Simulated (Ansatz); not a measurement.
## A series in volume scale on Al

Plane-wave DFT, scalar-relativistic PAW made under PBE with cores redone for the functional, no dispersion; the given relaxed cell is scaled uniformly, energy at zero smearing counts from the unscaled cell, pressure at the given Fermi-Dirac smearing is positive in compression. The results are calculated, by Ansatz 0.2.0.

The cell before it is scaled or strained (space group P6_3/mmc, No. 194):
```
cell vectors (Å)
   2.8063     0.0000     0.0000
  -1.4031     2.4303     0.0000
   0.0000     0.0000     9.3050
atoms (fractions of the cell vectors)
Al  1.00000  0.00000  0.00000
Al  1.00000  1.00000  0.50000
Al  0.33333  0.66667  0.25000
Al  0.66667  0.33333  0.75000
```

Settings of every row: spin polarised no; functional LDA; wave cutoff 420 eV; smearing width 0.1 eV; k mesh 14x14x4.

Atom starting moment: 0 on all atoms.

Limits: the cell comes from a prototype or a list of computed structures and needn't be the stable phase.

| row | volume scale | V (Å³/atom) | energy change per atom (meV) | pressure (GPa) |
| --- | --- | --- | --- | --- |
| 1 | 0.88 | 13.962 | 73.87 | 14.16 |
| 2 | 0.92 | 14.596 | 29.96 | 8.36 |
| 3 | 0.96 | 15.231 | 6.71 | 3.71 |
| 4 | 1.04 | 16.5 | 6.5 | -2.99 |
| 5 | 1.08 | 17.135 | ? | ? |
| 6 | 1.12 | 17.769 | 48.88 | -7.22 |

Question: what energy change per atom and pressure should row 5 give?

Worked fit of energy change per atom. Take u = (V_r/V)^(2/3) − 1 with V_r = 15.231 Å³ an atom, which is twice the finite (Eulerian) strain; such expansions in the strain, on which the Birch-Murnaghan equation of state is built, carry the rest volume and the bulk modulus. The shown rows have u = 0.05971, 0.0288, 0, -0.05195, -0.09765. Least squares give energy change per atom = 6.916 + 529.15 × u + 9842 × u² meV; a straight line predicts inner rows, each left out in turn, worse (root mean square 28 against 0.66 meV). The rows lie off it by 0.27, -0.36, -0.21, 0.51, -0.21 (root mean square 0.33 meV). The withheld row has u = -0.07552, so the fit gives 6.916 + 529.15 × (-0.07552) + 9842 × (-0.07552)² = 23.09 meV.

The calculation gave 23.53 meV. The fit lies 0.44 meV (1.9 % of the value, 0.65 % of the column's range) below it; its largest miss of a shown row is 0.51 meV.

Worked fit of pressure. Take u = (V_r/V)^(2/3) − 1 with V_r = 15.231 Å³ an atom, which is twice the finite (Eulerian) strain; such expansions in the strain, on which the Birch-Murnaghan equation of state is built, carry the rest volume and the bulk modulus. The shown rows have u = 0.05971, 0.0288, 0, -0.05195, -0.09765. Least squares give pressure = 3.724 + 150.67 × u + 397.1 × u² GPa; a straight line predicts inner rows, each left out in turn, worse (root mean square 1.1 against 0.055 GPa). The rows lie off it by 0.02, -0.03, -0.01, 0.04, -0.02. The pressure vanishes at u = -0.0266, or V = 15.86 Å³ an atom, and there the bulk modulus at fixed shape and fractions is B = −V dP/dV = (2/3)(1 + u) dP/du = 84.1 GPa. Letting shape and atoms relax would as a rule lower it, by much in layered, chain or molecular crystals. The withheld row has u = -0.07552, so the fit gives 3.724 + 150.67 × (-0.07552) + 397.1 × (-0.07552)² = -5.39 GPa.

The calculation gave -5.35 GPa. The fit lies 0.04 GPa (0.19 % of the column's range) below it; its largest miss of a shown row is 0.04 GPa.
